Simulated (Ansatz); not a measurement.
## Ligand exchange: W(CH3)2O2 + C3H4F4O → W(CH3)(OH)O2 + C4H6F4

Species: W(CH3)2O2, singlet; C3H4F4O `OC(F)(CF)C(F)F`, singlet; W(CH3)(OH)O2, singlet; C4H6F4 `CC(F)(CF)C(F)F`, singlet. The partners trade CH3 for OH: W–CH3 and C–OH bonds give way to W–OH and C–CH3.

Shapes, held fixed at every level: PBE0-D4/def2-TZVP. Flexible molecules stand in one conformer, not always the lowest. Programs: Ansatz 0.2.0. The zero-point and thermal change to 298 K, harmonic and unscaled (PBE0-D4/def2-TZVP), is +3.5 kJ/mol.

```tsv
level	kind	ΔH(298 K) (kJ/mol)
HF/def2-TZVPP	Hartree–Fock	-138.7
B3LYP-D4/def2-TZVPP	global hybrid	-137.0
r2SCAN0-D4/def2-TZVPP	global hybrid	-134.6
wB97M-V/def2-TZVPP	range-separated hybrid	-135.9
MP2/def2-SVP	perturbation theory	-137.3
CCSD(T)/def2-SVP	coupled cluster or CI	-134.0
MP2/def2-TZVPP	perturbation theory	-139.2
```

MP2/def2-TZVPP gives ΔH(298 K) = -139.2 kJ/mol; the levels span -139.2 to -134.0. The median of the levels is -137.0. No measured value is set beside it here. T1 is large for W(CH3)2O2 (0.023), W(CH3)(OH)O2 (0.023), so single-reference values are less sure there. For atoms past krypton def2 sets carry core potentials with scalar relativity. Outer-core shells of W are correlated in most correlated rows, in sets that cover them unevenly.

The exchange is strongly exothermic at every level, so its direction doesn't depend on the treatment of correlation. The driving force is most likely the oxophilicity of d0 W(VI). Hydroxide forms a strongly polar σ bond and can donate lone-pair density into empty W 5d orbitals, whereas methyl has no lone pair to offer. On the carbon side, a C–O bond is given up for a C–C bond. This probably costs some of the gain, since the fluorine on the carbinol carbon stabilises the C–OH bond through the anomeric effect.

Hartree–Fock falls close to the correlated values, which suggests that correlation contributions largely cancel between two closed-shell pairs with the same number of bonds. In the smaller basis, CCSD(T) is less exothermic than MP2, while enlarging the basis moves MP2 the other way. A larger-basis CCSD(T) value would therefore probably stay within the present spread. The reaction enthalpy doesn't show that exchange would outpace HF loss, a familiar decomposition route for α-fluoro alcohols.
